## Appendix: Density-gradient potential and quantum hydrodynamic closure

### A.1 Premises and conventions

(i) Electrons of one valley are independent quasiparticles with $\hat H=\hat p^2/2m+V(\mathbf r)$, where $V$ is the local conduction-band edge as an electron energy, mean field included. (ii) They are non-degenerate, so the one-particle density operator is $e^{\beta(\mu-\hat H)}$ per spin, with $\beta=1/k_BT$. (iii) $V$ is smooth on the thermal wavelength $\lambda_T=h/\sqrt{2\pi mk_BT}$. Subscripts on $V$ denote derivatives and repeated indices are summed. Operators are represented by Weyl symbols, which multiply with

$$A\star B=A\exp\Big[\tfrac{i\hbar}{2}\big(\overleftarrow\nabla_r\!\cdot\!\overrightarrow\nabla_p-\overleftarrow\nabla_p\!\cdot\!\overrightarrow\nabla_r\big)\Big]B .$$

If $\Omega(\mathbf r,\mathbf p;\beta)$ is the symbol of $e^{-\beta\hat H}$, the Wigner function is $f=2e^{\beta\mu}\Omega/(2\pi\hbar)^3$ and $n=\int f\,d^3p$.

### A.2 Wigner-Kirkwood expansion

Because $\hat H$ commutes with $e^{-\beta\hat H}$, the Bloch equation can be symmetrised: $\partial_\beta\Omega=-\tfrac12(H\star\Omega+\Omega\star H)$ with $\Omega(\beta=0)=1$. The star product gives $p^2\star\Omega=(\mathbf p-\tfrac{i\hbar}{2}\nabla_r)^2\Omega$ and $V\star\Omega=V(\mathbf r+\tfrac{i\hbar}{2}\nabla_p)\Omega$, and the reversed products carry the opposite sign of $\hbar$. Odd powers cancel in the sum:

$$\partial_\beta\Omega=-H\Omega+\frac{\hbar^2}{8m}\nabla^2\Omega+\frac{\hbar^2}{8}V_{ij}\,\partial_{p_i}\partial_{p_j}\Omega+O(\hbar^4).\tag{A1}$$

Put $\Omega=e^{-\beta H}(1+\hbar^2\chi)$. At order $\hbar^2$ the derivatives act on $e^{-\beta H}$ alone:

$$\partial_\beta\chi=\frac{-\beta\nabla^2V+\beta^2(\nabla V)^2}{8m}+\frac{V_{ij}}{8}\Big(-\frac{\beta\delta_{ij}}{m}+\frac{\beta^2p_ip_j}{m^2}\Big).$$

Integration from $\chi(0)=0$ gives the expansion of Wigner (1932) and Kirkwood (1933):

$$\chi=-\frac{\beta^2\nabla^2V}{8m}+\frac{\beta^3(\nabla V)^2}{24m}+\frac{\beta^3p_ip_jV_{ij}}{24m^2}.\tag{A2}$$

The Maxwellian average $\langle p_ip_j\rangle=m\delta_{ij}/\beta$ turns the last term into $+\beta^2\nabla^2V/24m$. Since $-\tfrac18+\tfrac1{24}=-\tfrac1{12}$,

$$n=n_{\rm cl}\Big[1-\frac{\hbar^2\beta^2}{12m}\nabla^2V+\frac{\hbar^2\beta^3}{24m}(\nabla V)^2\Big],\qquad n_{\rm cl}=\frac{2}{\lambda_T^{3}}e^{\beta(\mu-V)},\tag{A3}$$

both densities being taken at the same $\mu$. Density is removed from potential minima and added on slopes.

### A.3 The density-gradient potential

Define $Q$ by $n=n_{\rm cl}e^{-\beta Q}$. Comparison with (A3) at order $\hbar^2$ gives $Q=\hbar^2\beta\nabla^2V/12m-\hbar^2\beta^2(\nabla V)^2/24m$. For any positive $n$,

$$\frac{\nabla^2\sqrt n}{\sqrt n}=\tfrac12\nabla^2\ln n+\tfrac14(\nabla\ln n)^2 .$$

Inside a term already of order $\hbar^2$ one may use $\nabla\ln n=-\beta\nabla V+O(\hbar^2)$, so the right side is $-\tfrac12\beta\nabla^2V+\tfrac14\beta^2(\nabla V)^2$. Multiplying by $-\hbar^2/6m$ reproduces both terms of $Q$:

$$Q=-\frac{\hbar^2}{6m}\frac{\nabla^2\sqrt n}{\sqrt n},\qquad V+Q+k_BT\ln\big(n\lambda_T^3/2\big)=\mu .\tag{A4}$$

This is the density-gradient (DG) equation of Ancona and Tiersten (1987), linked to the Wigner expansion by Ancona and Iafrate (1989). It is the stationarity condition of

$$\mathcal G[n]=\int\Big[\frac{\hbar^2}{6m}|\nabla\sqrt n|^2+(V-\mu)n+k_BT\,n\big(\ln\tfrac{n\lambda_T^3}{2}-1\big)\Big]d^3r ,\tag{A5}$$

because $\delta\!\int|\nabla s|^2=-2\int\nabla^2s\,\delta s$ and $\delta s=\delta n/2s$ for $s=\sqrt n$. Equation (A4) equals (A3) at order $\hbar^2$ only. Solved as a differential equation for $n$, it generates higher orders that are in general not those of the exact series.

For a single real stationary state, $n=\psi^2$, the Schrödinger equation reads $V+Q_B=E$ with Bohm's potential $Q_B=-(\hbar^2/2m)\nabla^2\sqrt n/\sqrt n$. Writing $Q=\eta Q_B$, the smooth thermal mixture has $\eta=1/3$ and the pure state $\eta=1$.

For an ellipsoidal valley with principal masses $m_a$, the rescaling $x_a\to x_a\sqrt{m_a/m}$ maps the problem onto the isotropic one. Hence $\nabla^2/m\to\sum_a\partial_a^2/m_a$ in (A3) and (A4), with a separate density for each set of equivalent valleys.

### A.4 Pressure tensor and closure

The von Neumann equation $i\hbar\,\partial_tf=H\star f-f\star H$ keeps the odd terms of the same expansion:

$$\partial_tf+\frac{\mathbf p}{m}\!\cdot\!\nabla f-\nabla V\!\cdot\!\nabla_pf+\frac{\hbar^2}{24}V_{ijk}\,\partial_{p_i}\partial_{p_j}\partial_{p_k}f+\dots=\mathcal C[f],$$

with a collision term $\mathcal C$ added. Quantum terms contain three or more momentum derivatives, so by partial integration they drop out of the moments with weights $1$, $p_i$ and $p_ip_j$. With $mn\mathbf u=\int\mathbf pf\,d^3p$ and a momentum relaxation time $\tau$,

$$\partial_tn+\partial_j(nu_j)=0,\qquad\partial_t(mnu_i)+\partial_j(mnu_iu_j+P_{ij})=-nV_i-\frac{mnu_i}{\tau},\tag{A6}$$

where $P_{ij}=m^{-1}\!\int(p_i-mu_i)(p_j-mu_j)f\,d^3p$. Planck's constant enters (A6) only through $P_{ij}$.

In equilibrium use (A2) and $\langle p_ip_jp_kp_l\rangle=(m/\beta)^2(\delta_{ij}\delta_{kl}+\delta_{ik}\delta_{jl}+\delta_{il}\delta_{jk})$. The pairing $\delta_{ij}\delta_{kl}$ joins the momentum-independent parts of $\chi$ and rebuilds $nk_BT\delta_{ij}$ with the corrected $n$ of (A3). The other two pairings give $2\,n\hbar^2(\beta^3/24m^3)(m/\beta)^2V_{ij}=n\hbar^2\beta V_{ij}/12m$. With $\beta V_{ij}=-\partial_i\partial_j\ln n+O(\hbar^2)$,

$$P_{ij}=nk_BT\,\delta_{ij}-\frac{\hbar^2n}{12m}\,\partial_i\partial_j\ln n .\tag{A7}$$

Half the trace is the kinetic energy density $\tfrac32nk_BT-(\hbar^2n/24m)\nabla^2\ln n$. To connect (A7) with (A4), set $a=\ln n$. Then $\partial_j(n\,a_{ij})=n(a_{ijj}+a_ja_{ij})=2n\,\partial_i(\tfrac12a_{jj}+\tfrac14a_ja_j)=2n\,\partial_i(\nabla^2\sqrt n/\sqrt n)$, exactly. Therefore

$$\partial_jP_{ij}=\partial_i(nk_BT)+n\,\partial_iQ ,$$

and (A6) at rest and at uniform $T$ is the gradient of (A4). A real pure state has $\int p_ip_jf\,d^3p=-\tfrac{\hbar^2}{2}(\psi\,\partial_i\partial_j\psi-\partial_i\psi\,\partial_j\psi)=-\tfrac{\hbar^2}{4}n\,\partial_i\partial_j\ln n$, again three times the gradient term of (A7).

The closure is the assumption that (A7), written in $n$ and no longer in $V$, persists out of equilibrium, as for a local-equilibrium $f$ displaced by $m\mathbf u$. This is the stress of the quantum hydrodynamic model of Gardner (1994). It does not follow from (A1), and it omits order-$\hbar^2$ terms containing gradients of $\mathbf u$ or $T$. Dropping inertia in (A6) at uniform $T$ gives DG drift-diffusion, $n\mathbf u=-(\tau/m)\,n\nabla(V+Q+k_BT\ln n)$.

### A.5 Range of validity

Introduce $\ell^2=\hbar^2/6mk_BT$. The two corrections in (A3) are $\tfrac12\ell^2\beta\nabla^2V$ and $\tfrac14\ell^2(\beta\nabla V)^2$. Both must be small, and $V$ must have no structure on the scale $\ell$. Four solvable cases show what happens beyond.

*Uniform field*, $V=eFz$. The series (A1) terminates, and $\Omega=\exp[-\beta H+\hbar^2\beta^3(eF)^2/24m]$ solves it exactly. Equation (A4) with $n\propto e^{-\beta eFz}$ gives $Q=-\hbar^2\beta^2(eF)^2/24m$, so DG is exact at any field.

*Harmonic well*, $V=\tfrac12m\omega^2z^2$, $w=\beta\hbar\omega$. A Gaussian $n\propto e^{-z^2/2\sigma^2}$ solves (A4). With $\sigma^2=X/\beta m\omega^2$ the $z^2$ terms require $X^2-X-w^2/12=0$, so

$$X_{\rm DG}=\tfrac12\Big(1+\sqrt{1+w^2/3}\Big),\qquad X_{\rm exact}=\tfrac w2\coth\tfrac w2 .$$

Both begin as $1+w^2/12$, and $X_{\rm DG}-X_{\rm exact}=-w^4/180+\dots$ The DG variance is low by 0.4% at $w=1$ and by 3.8% at $w=2$, and the ratio tends to $1/\sqrt3$ for $w\to\infty$.

*One occupied subband.* When the level spacing far exceeds $k_BT$ the exact density is $\psi_0^2$ and $\eta=1$. Equation (A4) without its logarithm is a Schrödinger equation with mass $3m$. In a triangular well lengths scale as $m^{-1/3}$, so the DG centroid tends to $3^{-1/3}=0.693$ of the exact one.

*Degeneracy.* The Fermi density is a superposition of Boltzmann densities over $\beta$, in which each extra factor $\beta$ acts as $\partial_\mu$. The linear term of (A3) becomes $-(\hbar^2/12m)\,n_0''\nabla^2V$, where $n_0(\mu)$ is the uniform-gas density and primes denote $\partial_\mu$. Linearising $Q=\eta Q_B$ gives $-n_0'Q=-(\eta\hbar^2/4m)(n_0'^2/n_0)\nabla^2V$. Thus $\eta=n_0n_0''/3n_0'^2$ in linear response, which is $1/3$ for $n_0\propto e^{\beta\mu}$ and $1/9$ for $n_0\propto\mu^{3/2}$.

Interference and resonant tunnelling need phase information that a local functional of $n$ does not hold.

### A.6 Illustration: electrons at Si(100)/SiO$_2$ at 300 K

The oxide step is abrupt, so premise (iii) fails at the interface, and DG is used there as an extrapolation whose error can be computed. The model is a hard wall at $z=0$ with $V=eFz$ in the silicon.

*DG solution.* Let $x=z/\ell$, $d=k_BT/eF$, $\phi=\ell/d$, and measure $\mu$ in $k_BT$ and $n=s^2$ in $2/\lambda_T^3$. Then (A4) is $-s''+(\phi x-\mu+\ln s^2)s=0$ with $s(0)=0$. The substitution $s=e^{-\phi x/2}y$ at $\mu=-\phi^2/4$ gives $y''=\phi y'+2y\ln y$ with $y(\infty)=1$. At $\phi=0$ the first integral is $y'^2=G(y)=1-y^2+y^2\ln y^2$. Multiplying the equation for $s$ by $s$ and integrating shows that the stationary value of (A5) is $-N$, with $N=\int s^2dx$. In terms of $y$, after one partial integration,

$$N=\frac1\phi-\int_0^\infty e^{-\phi x}\,[y'^2+G(y)]\,dx .$$

The integral is stationary in $y$, so to first order in $\phi$ the zero-field profile suffices, with $dx=dy/\sqrt G$:

$$N=\frac1\phi-I_0+K\phi,\qquad I_0=2\!\int_0^1\!\!\sqrt G\,dy=1.187,\qquad K=2\!\int_0^1\!\!\frac{dy}{\sqrt{G(y)}}\int_y^1\!\!\sqrt{G(v)}\,dv=0.541 .$$

Since $n$ scales as $e^{\mu}$, the value at $\mu=0$ is $Z=e^{\phi^2/4}N$, and stationarity of (A5) gives the centroid $\bar x=-\partial_\phi\ln Z$. With $\ln(\phi Z)=-I_0\phi+c\,\phi^2$ and $c=\tfrac14+K-\tfrac12I_0^2=0.086$,

$$\bar z_{\rm DG}=d+1.187\,\ell-0.17\,\ell^2/d+\dots\tag{A8}$$

*Exact solution.* At zero field the states $\sin kz$, averaged with weight $e^{-\beta\hbar^2k^2/2m}$, give $n\propto1-e^{-2mk_BTz^2/\hbar^2}$. The depleted width is $\lambda_T/4$, and the DG width $I_0\ell$ is 0.77 of it. The DG width scales as $\sqrt\eta$, so matching requires $\eta=\pi/4I_0^2=0.56$. At finite field the levels are $a_j\varepsilon$, where $-a_j$ are the zeros of Ai and $\varepsilon=(\hbar^2e^2F^2/2m)^{1/3}$, and the virial theorem gives $\langle z\rangle_j=2a_j\varepsilon/3eF$. In-plane motion contributes the same factor to every subband, so with $\theta=\beta\varepsilon$

$$\bar z=\frac{2\varepsilon}{3eF}\,\frac{\sum_ja_je^{-\theta a_j}}{\sum_je^{-\theta a_j}},\qquad\frac{N}{N_{\rm cl}}=2\sqrt\pi\,\theta^{3/2}\sum_je^{-\theta a_j},$$

the prefactor being the inverse of the classical sum over states, $d/\lambda_T$.

*Inputs.* The typical masses $m_l=0.916\,m_0$ and $m_t=0.19\,m_0$ are the quantisation masses of the two $\Delta_2$ and the four $\Delta_4$ valleys. An assumed field $F=0.1$ MV/cm gives $d=2.59$ nm, the classical centroid. With the compiled static dielectric constant 11.7 (Ioffe Institute), Gauss's law ties this field to a sheet charge of $6.5\times10^{11}$ cm$^{-2}$. For an assumed acceptor density of $5\times10^{16}$ cm$^{-3}$ this is a depletion width $W=129$ nm and a band bending $FW/2=0.65$ V. A typical intrinsic density of $10^{10}$ cm$^{-3}$ puts the bulk Fermi potential at 0.40 V, so the bending lies between once and twice that value, which is weak inversion. The electron sheet density must stay far below the depletion charge for the field to be unscreened, and it is then also far below the degeneracy scale $2m_tk_BT/\pi\hbar^2=4.1\times10^{12}$ cm$^{-2}$ of the $\Delta_2$ pair.

| | $\Delta_2$ | $\Delta_4$ |
|---|---|---|
| $\ell$ (nm) | 0.732 | 1.608 |
| $\phi$ | 0.283 | 0.622 |
| $\theta$ | 0.622 | 1.051 |
| slope term of (A3), $\phi^2/4$ | 0.020 | 0.097 |
| $I_0\ell$ (nm) | 0.87 | 1.91 |
| $\lambda_T/4$ (nm) | 1.12 | 2.47 |
| field term of (A8) (nm) | −0.04 | −0.17 |
| $\bar z_{\rm DG}$ (nm) | 3.42 | 4.3 |
| $\bar z$ exact (nm) | 3.68 | 4.92 |

The next term of (A8) is expected to be smaller than the field term by a factor of order $\phi$, which limits the figures given for $\bar z_{\rm DG}$. For $\Delta_2$, DG recovers a fraction 0.76 of the quantum shift $\bar z-d$, and it gives $N/N_{\rm cl}=0.72$ where the exact ratio is 0.65. The centroid errors are 0.26 nm and 0.6 nm. With a typical oxide dielectric constant of 3.9, the first corresponds to 0.09 nm of equivalent oxide thickness. Since DG is exact in the uniform field, the whole error comes from the wall.

Two neglected effects are of comparable size. The field falls as $F(1-z/W)$, which moves the classical centroid outward by $2d^2/W=0.10$ nm and acts in the same direction in both quantum treatments. The associated curvature term of (A3), $\ell^2/2dW$, is only $8.0\times10^{-4}$ for $\Delta_2$. The barrier is also finite. With a typical offset of 3.1 eV and a typical oxide mass $m_{\rm ox}=0.5\,m_0$ the decay length is $1/\kappa=0.157$ nm, and continuity of $\psi$ and $\psi'/m$ moves the effective node into the oxide by $(m_{\rm ox}/m)/\kappa$, which is 0.09 nm for $\Delta_2$ and 0.41 nm for $\Delta_4$. An $\eta$ fitted to a real stack absorbs this shift together with the wall error.

All these numbers are the model's and describe weak inversion. In strong inversion the field is typically near 1 MV/cm and the centroid typically about 1 nm, well below the table. There $\phi=2.8$ for $\Delta_2$, the lowest subband spacing is $5.05\,k_BT$, the series (A8) is unusable, and the appropriate coefficient moves toward the single-subband value $\eta=1$.